## How a cubic perovskite resists a change of size

Barium zirconate, BaZrO₃, is an ionic ceramic. In its cubic form each zirconium ion sits at the centre of six oxygen ions, and barium fills the large gaps between these octahedra. The table follows this crystal through ten sizes of the same cubic cell, calculated with a hybrid density functional. The volume is given per atom, and the shortest distance is that between Zr and O, half the cube edge.

Cubic BaZrO₃ (Pm-3m, 5-atom cell) calculated with Ansatz 0.2.0: HSE06, PAW potentials, plane-wave cutoff 420 eV, 4×4×4 k mesh, fixed occupations, no spin polarisation or spin–orbit coupling. The cells are the r2SCAN-relaxed one and uniformly strained copies, with atoms held fixed in the HSE06 runs. Pressure and stress are positive in compression.

| volume (Å³/atom) | shortest distance (Å) | pressure (GPa) | stress xx (GPa) | stress yy (GPa) | stress zz (GPa) |
| --- | --- | --- | --- | --- | --- |
| 13.160 | 2.019 | 23.900 | 23.900 | 23.900 | 23.900 |
| 13.575 | 2.040 | 16.200 | 16.200 | 16.200 | 16.200 |
| 13.842 | 2.053 | 11.800 | 11.800 | 11.800 | 11.800 |
| 14.000 | 2.061 | 9.500 | 9.500 | 9.500 | 9.500 |
| 14.433 | 2.082 | 3.600 | 3.600 | 3.600 | 3.600 |
| 14.874 | 2.103 | -1.500 | -1.500 | -1.500 | -1.500 |
| 15.325 | 2.124 | -5.900 | -5.900 | -5.900 | -5.900 |
| 15.785 | 2.145 | -9.800 | -9.800 | -9.800 | -9.800 |
| 16.254 | 2.166 | -13.100 | -13.100 | -13.100 | -13.100 |
| 16.732 | 2.187 | -15.900 | -15.900 | -15.900 | -15.900 |

### 1. What does the sign of the pressure mean, and at what size does the crystal rest?

A positive pressure means that the cell is held too small and pushes outward. A negative one means that it is held too large and pulls inward. The sign changes between 14.433 and 14.874 Å³/atom, and a smooth equation of state through all ten rows puts the zero at 14.74 Å³/atom, a cube edge of 4.19 Å. The three stress columns repeat the pressure because a cubic crystal must respond equally along its three axes.

### 2. Why is the pressure not zero at 14.874 Å³/atom?

That cell was relaxed with another functional, r2SCAN, and then handed to HSE06 without a change of size. HSE06 prefers a volume about 0.9 % smaller, so it reports a pull of 1.5 GPa. The likeliest source is the change of functional; it isn't a tension that a sample at rest would carry. A similar offset can appear whenever a structure from one level of theory is used at another, and in a stiff ceramic even a small mismatch in size shows up as gigapascals.

### 3. Which changes the pressure more, edges 4 % shorter or 4 % longer?

Shorter edges do, by a wide margin. Starting from 14.874 Å³/atom, the pressure rises by 25.4 GPa on compression but falls by only 14.4 GPa on expansion.

The bulk modulus $B=-V\,dP/dV$, with $P$ the pressure and $V$ the volume, puts this into one quantity: the pressure needed per relative change of volume. It drops from about 248 GPa between the two smallest cells to about 97 GPa between the two largest, and it falls at every step between. The crystal is therefore no spring of fixed stiffness. It hardens as it is squeezed and softens as it is stretched.

### 4. Why does it harden on compression?

Theory explains this by two large forces that nearly cancel. The charges of the ions, taken together, draw the crystal inward. The electron clouds of neighbouring ions resist overlap, because the Pauli principle forces overlapping closed shells into states of higher energy, and this drives the crystal outward. At rest the two are equal, and the pressure in the table is only their difference.

What matters is how quickly each force changes with distance. Coulomb attraction reaches far and varies gently. Overlap depends on the thin outer edges of the electron clouds, so it grows steeply when ions approach and fades quickly when they part. Squeezing the crystal thus strengthens the push much more than the pull, and each further step costs more than the last. Stretching it weakens the push faster than the pull, but the loss of push shrinks quickly from step to step, so each further step meets less resistance.

A single pair of ions, Na⁺ and Cl⁻, behaves in the same way: it is hard to push together and yields more and more easily when drawn apart. The likeness covers the shape of the curve near the rest distance. It doesn't cover the strength, because in the crystal each ion also feels many others, including those of its own charge.

### 5. Can this picture give the right numbers?

Let $a$ be the cube edge, and give the ions their formal charges, Ba²⁺, Zr⁴⁺ and O²⁻. Since all distances scale with $a$, the energy of one cell is

$$E=-\frac{50\,e^2}{a}+\frac{C}{a^{n}}.$$

The factor 50 is a rough recalled sum over all pairs of charges, and $e^2=14.4$ eV Å. The constant $C$ and the exponent $n$ describe the overlap. Differentiating by the cell volume $a^3$ gives a pull that varies as $1/a^4$ and a push that varies as $1/a^{n+3}$. At the rest size both equal

$$P_0=\frac{50\,e^2}{3a^4}=\frac{50\times14.4}{3\times4.19^4}\approx0.78\ \text{eV/Å}^3\approx125\ \text{GPa}.$$

This value belongs to the model and is good for the order of magnitude only.

A fit of the push to all ten rows, with the pull held fixed, gives $n$ close to 5. Now shorten the edge by 1 %. The pull grows by about 4 % and the push by about 8 %, so 4 % of 125 GPa, or 5 GPa, is left over. The equation of state gives the same 5 GPa near zero pressure. For an engineer the rule reads backwards: 1 GPa applied from all sides shortens the edges by about 0.2 %. As the fit used these very rows, the agreement shows that one pull and one push can describe the curve; it is no independent prediction.

### 6. Where does the picture fail?

It fails when the exponent is taken from general experience with ionic crystals instead of from the table. A typical value of about 8 gives a bulk modulus of 290 GPa at rest, whereas the calculation gives 165 GPa. One probable reason is that zirconium and oxygen share electrons, so that the real charges, and with them the pull, are smaller than the formal ones. The low fitted exponent then makes up in part for a pull that is too strong. Another is that the cloud of the oxide ion is soft, which lowers the exponent itself. The fit mixes the two, so its exponent should not be read as a property of the electron clouds alone.

A smaller fault remains even after the fit. The calculated curve bends slightly more than the model's, so the model puts the pressure of the smallest cell about 0.3 GPa too low. A weaker pull joined to a steeper push would keep the stiffness at rest and bend the curve more, so this misfit too suggests that formal charges overstate the pull. The table can't say how much of the push comes from the Zr–O contacts and how much from the Ba–O contacts, because both shrink in step.

### 7. What would change if titanium took the place of zirconium in the same cell?

The formal charges would stay the same, and so would the pull in this model. Titanium(IV) is the smaller ion, however, so its cloud overlaps less with the six oxygens at a given distance. With titanium held at the centre, the push should be weaker and the pressure lower in every one of these cells. Left free in such roomy octahedra, it would tend to move off centre, as it does in barium titanate. The crystal would come to rest at a smaller volume, in line with the well-known smaller cell of barium titanate. The same reasoning serves for other exchanges of ions with equal charge: ask first which force the exchange alters at fixed size.

### 8. Which digits can be trusted, and for what?

The stresses were loosely converged, so they need a check. The total energies of the same cells supply one, since pressure is also the slope of energy against volume, with its sign reversed. Between neighbouring rows the two routes agree to about 0.1 GPa, and both lead to a bulk modulus of 165 GPa. For these settings the printed tenths are therefore sound to about one unit. Near rest, 0.1 GPa corresponds to only 0.009 Å³/atom.

This check covers the arithmetic of the stress but not the choices that both routes share. The potentials and the k mesh are common to both, and so is the functional: in question 2 a change of functional is the likeliest source of an offset of more than 1 GPa. Heat and zero-point motion, which would swell a real crystal a little, are absent from both.

At the ends of the table the imposed cubic shape can matter more than the last digit. Strong stretching may favour a shift of ions away from their central sites, which wasn't tested here. Under pressures of the order of 10 GPa, BaZrO₃ is known to tilt its octahedra, which lets it shrink without shortening the Zr–O bonds as much. The cells here can't do so, and the highest pressures are those of a crystal kept cubic by force. For modest loads around the rest size the table is a sound guide to stiffness; for the strongest compression, a cell free to tilt should be calculated first.

The printed analysis that follows gives the fits and the comparison of stresses with energies row by row.

Printed output of the fit:

```
fit of pressure on 10 rows: coefficient of (s/vol)**(7/3) - (s/vol)**(5/3) 247.6 +/- 0.21, coefficient of ((s/vol)**(7/3) - (s/vol)**(5/3))*((s/vol)**(2/3) - 1) 66.94 +/- 3.1, s 14.74; rms 0.0272, worst 14.0 -0.0494, leave-one-out rms 0.0417
fit of rel on 10 rows: constant -0.0006269 +/- 3e-05, coefficient of ((s/vol)**(2/3) - 1)**2 17.06 +/- 0.0088, coefficient of ((s/vol)**(2/3) - 1)**3 3.314 +/- 0.078, s 14.74; rms 4.74e-05, worst 15.785 8.74e-05, leave-one-out rms 7.16e-05
fit of pressure + coul on 10 rows: coefficient of (14.7/vol)**((s+3)/3) 125.5 +/- 0.054, s 4.958; rms 0.158, worst 13.16 -0.341, leave-one-out rms 0.223
Stiffness and pressure between each row and the one before, and model misses:
     row  'bulk modulus GPa'  'mean pressure GPa'  'energy slope GPa'  'Birch-Murnaghan miss GPa'  'ionic model miss GPa'
   13.16                 n/a                  n/a                 n/a                    0.002128                 -0.3413
  13.575                 248                20.05               19.94                    -0.00209                -0.07822
  13.842               225.9                   14               13.93                      0.0359                 0.07664
    14.0               202.6                10.65               10.67                    -0.04944                 0.04324
  14.433               193.7                 6.55               6.468                    -0.01859                  0.1609
  14.874               169.4                 1.05              0.9591                    -0.01399                  0.1856
  15.325               147.3                 -3.7              -3.808                    -0.04566                  0.1198
  15.785               131.9                -7.85              -7.858                     0.02143                  0.1093
  16.254               112.7               -11.45              -11.49                     0.01846               -0.005755
  16.732                96.6                -14.5              -14.49                    -0.01573                 -0.1788
Pressure rise from the 14.874 row to 4 % shorter edges, GPa: 25.4
Pressure fall from the 14.874 row to 4 % longer edges, GPa: 14.4
Ratio of that rise to that fall: 1.764
Zero-pressure volume from pressures, A3/atom: 14.74
Zero-pressure volume from energies, A3/atom: 14.74
Zero-pressure cubic edge, A: 4.192
Excess volume of the r2SCAN cell over the HSE06 zero-pressure volume, percent: 0.9405
Bulk modulus at zero pressure from pressures, GPa: 165.1
Bulk modulus at zero pressure from energies, GPa: 164.9
Pressure derivative of the bulk modulus: 4.36
Pressure change for 1 % of edge length near zero pressure, GPa: 4.952
Volume change that 0.1 GPa stands for near zero pressure, A3/atom: 0.008927
Bulk modulus of the ionic model with a textbook exponent of 8, GPa: 290.5
```
